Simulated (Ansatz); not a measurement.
A series in volume scale on AlAu

All results are calculated (Ansatz 0.2.0). Free energy against uniform scaling of the volume at fixed shape and fractions; periodic cell, basis, potentials, k mesh and filling as listed.

The cell before it is scaled or strained (space group Pm-3m, No. 221):
```
cell vectors (Å)
   3.2347     0.0000     0.0000
   0.0000     3.2347     0.0000
   0.0000     0.0000     3.2347
atoms (fractions of the cell vectors)
Al  0.00000  0.00000  0.00000
Au  0.50000  0.50000  0.50000
```

Settings of every row: functional r2SCAN; dispersion none; potentials PAW; wave cutoff 500 eV; density cutoff 2000 eV; k mesh 9x9x9; k shift 0x0x0; occupations fermi dirac; smearing width 0.1 eV; spin none; SCF threshold exponent -9.

Limits: coarse k mesh, up to 40 meV an atom off; no spin-orbit coupling, which can matter with elements this heavy; the cell comes from a prototype or a list of computed structures and needn't be the stable phase.

```csv
row,volume scale,V (Å³/atom),energy above lowest point (meV/atom)
1,0.9406,15.918,0
2,0.9703,16.42,1.4
3,1,16.923,14.7
4,1.0297,17.425,?
5,1.0594,17.928,67.6
```

Question: what energy above lowest point should row 4 give?

Worked fit of energy above lowest point. Take u = (V_r/V)^(2/3) − 1 with V_r = 16.672 Å³ an atom, which is twice the finite (Eulerian) strain; such expansions in the strain, on which the Birch-Murnaghan equation of state is built, carry the rest volume and the bulk modulus. The shown rows have u = 0.03133, 0.01021, -0.00991, -0.04727. Least squares give energy above lowest point = 6.8 − 645 × u + 13582 × u² meV/atom; a straight line predicts inner rows, each left out in turn, worse (root mean square 13 against 0.46 meV/atom). The rows lie off it by 0.1, -0.2, 0.2, 0.0. Its lowest point lies at u = 0.0237, or V = 16.1 Å³ an atom, and the curvature there gives the bulk modulus at fixed shape and fractions, B = (4/9)(1 + u)² E″(u)/V = 126 GPa. The withheld row has u = -0.02902, so the fit gives 6.8 − 645 × (-0.02902) + 13582 × (-0.02902)² = 37.0 meV/atom.

The calculation gave 37.4 meV/atom. The fit lies 0.4 meV/atom (1.1 % of the value, 0.59 % of the column's range) below it; its largest miss of a shown row is 0.2 meV/atom.
